**Question: Why does the binding between Cl⁻ and AlCl peak and then fade so slowly?**

I pulled one chloride away from AlCl₂⁻ along its Al–Cl line and kept the remaining AlCl rigid. The interaction energies (negative means bound) are below.

PySCF 2.14.0, counterpoise-corrected frozen-core interaction energies of Cl⁻ and AlCl (singlet), scanned rigidly from the PBE0-D3(BJ)/def2-SVPD geometry of AlCl₂⁻. The large basis is aug-cc-pVTZ; CCSD(T) less MP2 uses aug-cc-pVDZ. The limit estimate adds this difference to MP2 with its correlation energy extrapolated from both bases by the inverse-cube rule.

| contact distance (Å) | ccsd t limit estimate (kcal/mol) | mp2 large basis (kcal/mol) | hartree fock large basis (kcal/mol) | ccsd t less mp2 (kcal/mol) |
| --- | --- | --- | --- | --- |
| 2.075 | -37.25 | -37.74 | -32.24 | 1.780 |
| 2.191 | -41.61 | -42.02 | -36.58 | 1.540 |
| 2.306 | -42.60 | -42.94 | -37.58 | 1.340 |
| 2.537 | -39.50 | -39.76 | -34.71 | 1.020 |
| 2.883 | -30.99 | -31.20 | -27.10 | 0.710 |
| 3.459 | -18.73 | -18.92 | -16.74 | 0.420 |
| 4.612 | -7.26 | -7.40 | -7.08 | 0.180 |

Three things puzzle me. Why does the binding weaken again at the two shortest distances, although ion and molecule attract each other? Why is so much of it left at twice the bond length? And is the part that Hartree-Fock lacks simply dispersion, given that it is steady at short range and almost gone in the last row?

**Answer**

It helps to see first what is being pulled apart. AlCl₂⁻ is a bent ion, and at 2.306 Å its two Al–Cl distances are equal. Moving one chlorine away as Cl⁻ breaks a real chemical bond, with both bonding electrons leaving on the chloride. Your curve therefore runs from a bond to an ion beside a polar molecule, and different forces rule at its two ends.

**Why there is a minimum**

Three large terms make up the Hartree-Fock interaction. Electrostatics draws the electron cloud of Cl⁻ towards the poorly shielded aluminium nucleus. The orbital term collects polarisation and the shift of electrons from chloride to AlCl. Pauli repulsion opposes both, because the filled shells of the two partners may not occupy the same space.

All three grow as the chloride comes closer, but not equally fast. Pauli repulsion needs overlap of filled shells on both sides, so it rises most steeply. Between 2.883 and 2.075 Å it grows at a mean rate of about 2.4 per Å, against 1.9 for electrostatics and 1.6 for the orbital term. One reason why the attractions are slower is that each contains a part that survives without overlap: an ion feels a distant charge distribution and polarises it.

The minimum lies where the slopes of these terms cancel, not where their sizes match. Take equal steps of 0.231 Å from the 2.306 Å row. Inward, repulsion rises by 85 kcal/mol while the attractions gain only 80, so binding is lost. Outward, repulsion drops by 51 but the attractions lose 54, so binding is lost again. The two short rows are thus the inner wall of an ordinary bond, and the coupled-cluster diagnostic gives no sign that the electronic state changes there.

The usual chemical picture of the orbital term is donation from a chloride lone pair into an empty 3p orbital of aluminium. Such an orbital lies across the Al–Cl axis, which fits the angle of about 98° between the two bonds. The charge assigned to the moving chloride also shrinks, from −0.92 e at 3.459 Å to −0.69 e at 2.306 Å. That shows density shifting towards AlCl, though it doesn't identify the orbital that receives it.

**Why the binding fades slowly**

Once the shells hardly overlap, the chloride still acts as a charge. Its field at the molecule falls as 1/r², where r is the contact distance, and induces a dipole proportional to that field. The energy of an induced dipole goes as the field squared, so the attraction falls as 1/r⁴. Adding an exponential for the short-range wall gives a simple model:

E(r) = A·exp(−s·r) − C/r⁴

I fitted A, s and C to the limit estimates of the six inner rows. The outermost row was left out because overlap is small there, which makes it a test of the tail. With C = 2934 kcal/mol·Å⁴ and r⁴ = 4.612⁴ ≈ 452 Å⁴, the attraction is 2934/452 ≈ 6.5 kcal/mol. The wall takes back less than 0.1, so the model predicts about −6.4 kcal/mol.

The calculation gives −7.26 kcal/mol, so the model falls short by about 12% of that value. A Morse curve, with the same number of constants and fitted to the same rows, falls short by about a third. Its attraction dies exponentially, whereas an ion keeps a power-law pull. The comparison favours a power-law tail, but it doesn't prove that the power is exactly four or that induction supplies all of the pull. The printed output after this answer has the details of both fits.

The remaining shortfall has a likely source. AlCl is polar even before the chloride polarises it, and the pull of a charge on a permanent dipole or quadrupole falls more slowly than 1/r⁴. The dipole part should be modest here, because the chloride approaches almost at right angles to the molecular axis. The model has no such terms, so its constant C must absorb part of them. At 3.459 Å the electrostatic term is still larger than the orbital term, which holds the polarisation. Some overlap remains at that distance, so the two terms don't give the pure long-range shares. Still, the slow fading is best read as the joint work of the permanent and the induced charge distribution of AlCl.

The model describes the shape of the curve, not its physical parts. At 2.306 Å its wall is worth 61 kcal/mol, only half the computed Pauli repulsion of 122. The fitted wall is what remains after much of the short-range attraction has been subtracted from the true repulsion. For the same reason, C should not be read as the polarisability of AlCl.

**What Hartree-Fock lacks**

Hartree-Fock already finds the bond and puts its deepest row at the same distance. It gives between 86 and 90% of the limit estimate in the six inner rows, as it should when electrostatics, polarisation and electron donation do most of the work. Electron correlation supplies the rest, about 5.0 kcal/mol in each of the three shortest rows. Being so level there, it deepens the well but hardly moves it.

Dispersion surely belongs to this correlation part, but the distances show that a simple dispersion law doesn't describe the whole of it. The leading dispersion term falls as 1/r⁶ at long range. Starting from 1.99 kcal/mol at 3.459 Å, that law would leave 1.99 × (3.459/4.612)⁶ ≈ 0.35 kcal/mol in the last row. The table leaves 0.18, about half as much.

Higher dispersion terms fall as 1/r⁸ or faster and may explain some of this gap. Effects other than dispersion may add to it. Correlation may strengthen the electron shift towards AlCl, an effect that disappears with overlap. It may also weaken the long-range pull by altering the charge distribution of AlCl. The energies alone don't separate these possibilities, but they do show that "Hartree-Fock plus a 1/r⁶ dispersion term" is too simple a reading of your last row.

**Why MP2 looks so good**

The column "ccsd t less mp2" is positive in every row, so MP2 binds too strongly in the small basis where the two are compared. This excess falls roughly as 1/r³ across the whole scan, far more slowly than dispersion would. That suggests an error in how MP2 describes the charge distribution of AlCl and its response to the ion, rather than to an overshoot of dispersion alone.

The large-basis MP2 energies nevertheless lie close to the limit estimate, because two errors oppose each other. At 2.306 Å, MP2 overbinds by 1.34 kcal/mol, while its unfinished basis costs it about 1.00. Only 0.34 is left. In the last row the basis error has nearly vanished and most of the smaller MP2 excess remains, so the relative error is larger there than at the minimum.

**How far to trust the numbers**

The inner wall is the least certain part of the curve. The limit estimate extrapolates only the correlation energy and keeps Hartree-Fock in the large basis. Going from the small to the large basis still strengthens the Hartree-Fock binding by 5.3 kcal/mol at 2.075 Å and by 2.8 at 2.306 Å. A still larger basis could therefore make the wall somewhat softer.

The well depth also needs care if you want a bond energy. The AlCl left behind keeps the stretched bond that it had in the ion, and relaxing it releases 2.57 kcal/mol. Measured against relaxed AlCl, the binding at 2.306 Å is −42.60 + 2.57 ≈ −40.0 kcal/mol. Vibrations and temperature are not included.

This matters in a modest way for the chlorine etching of aluminium interconnects, where aluminium chlorides carry the metal away. A chloride ion that meets AlCl in the gas can form a true bond with it rather than a loose complex, provided that a further collision carries off the energy released. The curve says nothing about etch rates or about chlorine on an aluminium surface.

For a similar pair of ion and polar molecule, ask two questions. Where does Pauli repulsion begin to grow faster than the attractions? That sets the bond length, and bulkier shells tend to push it outward. What does the ion still feel beyond that distance? That sets how slowly the binding fades.

Numerical output:

```
Levels compared (energies in kcal/mol):
    row  HF share of limit in percent  limit less HF  MP2 large basis less limit  MP2 basis step to limit
  2.075                         86.55          -5.01                       -0.49                    -1.29
  2.191                         87.91          -5.03                       -0.41                    -1.13
  2.306                         88.22          -5.02                       -0.34                       -1
  2.537                         87.87          -4.79                       -0.26                    -0.76
  2.883                         87.45          -3.89                       -0.21                     -0.5
  3.459                         89.38          -1.99                       -0.19                    -0.23
  4.612                         97.52          -0.18                       -0.14                    -0.04
Pauli repulsion, change from 2.306 inward to 2.075 angstrom (kcal/mol): 85.14
Electrostatic plus orbital term, same inward step (kcal/mol): -79.82
Pauli repulsion, change from 2.306 outward to 2.537 angstrom (kcal/mol): -51.09
Electrostatic plus orbital term, same outward step (kcal/mol): 53.97
Mean decay rate of Pauli repulsion, 2.075 to 2.883 angstrom (per angstrom): 2.367
Mean decay rate of electrostatic term, same range (per angstrom): 1.882
Mean decay rate of orbital term, same range (per angstrom): 1.588
Inverse power of distance, limit estimate, last two rows: 3.294
Inverse power of distance, limit less HF, last two rows: 8.353
Inverse power of distance, CCSD(T) less MP2, last two rows: 2.945
Inverse power of distance, CCSD(T) less MP2, first to last row: 2.869
Binding at 2.306 angstrom against relaxed AlCl (kcal/mol): -40.03
fit of etot on 6 rows (r < 4): coefficient of exp(-s*r) 53617 +/- 544, coefficient of 1/r**4 -2934 +/- 20, s 2.938; rms 0.224, worst 3.459 0.31, leave-one-out rms 0.617
  rows outside the fit (model, value, miss): 4.612 -6.414, -7.26, 0.846
fit of etot on 6 rows (r < 4): coefficient of exp(-2*s*r) 11751 +/- 295, coefficient of exp(-s*r) -1409 +/- 20, s 1.219; rms 0.416, worst 2.883 -0.549, leave-one-out rms 1.17
  rows outside the fit (model, value, miss): 4.612 -4.948, -7.26, 2.31
Fitted wall of the ion model at 2.306 angstrom, to compare with Pauli 121.83 (kcal/mol): 61.3
```
